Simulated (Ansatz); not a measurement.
## Strength of the Sn–H bond: SnH3Cl → SnH2Cl + H

Species: SnH3Cl `[Cl][SnH3]`, singlet; SnH2Cl `[Cl][SnH2]`, doublet; H atom, doublet. 

Shapes, held fixed at every level: PBE0-D4/def2-TZVP. Programs: Ansatz 0.2.0. The zero-point and thermal change to 298 K, harmonic and unscaled (PBE0-D4/def2-TZVP), is -16.0 kJ/mol.

```tsv
level	kind	ΔH(298 K) (kJ/mol)	less CCSD(T)/def2-TZVPP
HF/def2-TZVPP	Hartree–Fock	+233.8	-80.2
SPW92/def2-TZVPP	LDA	+330.0	+16.0
PBE-D4/def2-TZVPP	GGA	+290.9	-23.1
BHLYP-D4/def2-TZVPP	global hybrid	+307.0	-7.0
wB97M-V/def2-TZVPP	range-separated hybrid	+310.1	-3.9
wB97X-V/def2-TZVPP	range-separated hybrid	+316.7	+2.7
CCSD/def2-TZVPP	coupled cluster or CI	+313.2	-0.8
CCSD(T)/def2-TZVPP	coupled cluster or CI	+314.0	0.0
```

The highest level, CCSD(T)/def2-TZVPP, gives ΔH(298 K) = +314.0 kJ/mol; the levels span +233.8 to +330.0. The column of differences is taken from that level and isn't an error. Hartree–Fock misses the correlation of the pair that is broken and comes out low. No measured value is set beside it here. Open shells run unrestricted unless RO is named. For atoms past krypton def2 sets carry core potentials with scalar relativity. Correlated rows may include outer-core shells of Sn, which these sets cover unevenly.

Homolysis of the Sn–H bond costs +314.0 kJ/mol at the highest level, and connected triples contribute only 0.8 kJ/mol of that. This suggests that both the closed-shell stannane and the stannyl radical are well described by a single reference. The bond is weaker than a typical C–H or Si–H bond because the diffuse tin 5s and 5p orbitals overlap poorly with the compact hydrogen 1s orbital. This weakness underlies the use of tin hydrides as hydrogen-atom donors. The radical left behind is probably pyramidal, its unpaired electron in an orbital with appreciable 5s character, which the electronegative chlorine should reinforce.

Among the density functionals, the LDA overbinds relative to CCSD(T) and PBE-D4 underbinds, while both range-separated hybrids lie within 4 kJ/mol of it, probably through a better balance of exchange and correlation between the bond and its fragments. Whether chlorine strengthens or weakens the Sn–H bond remains open without the same reaction for SnH4.
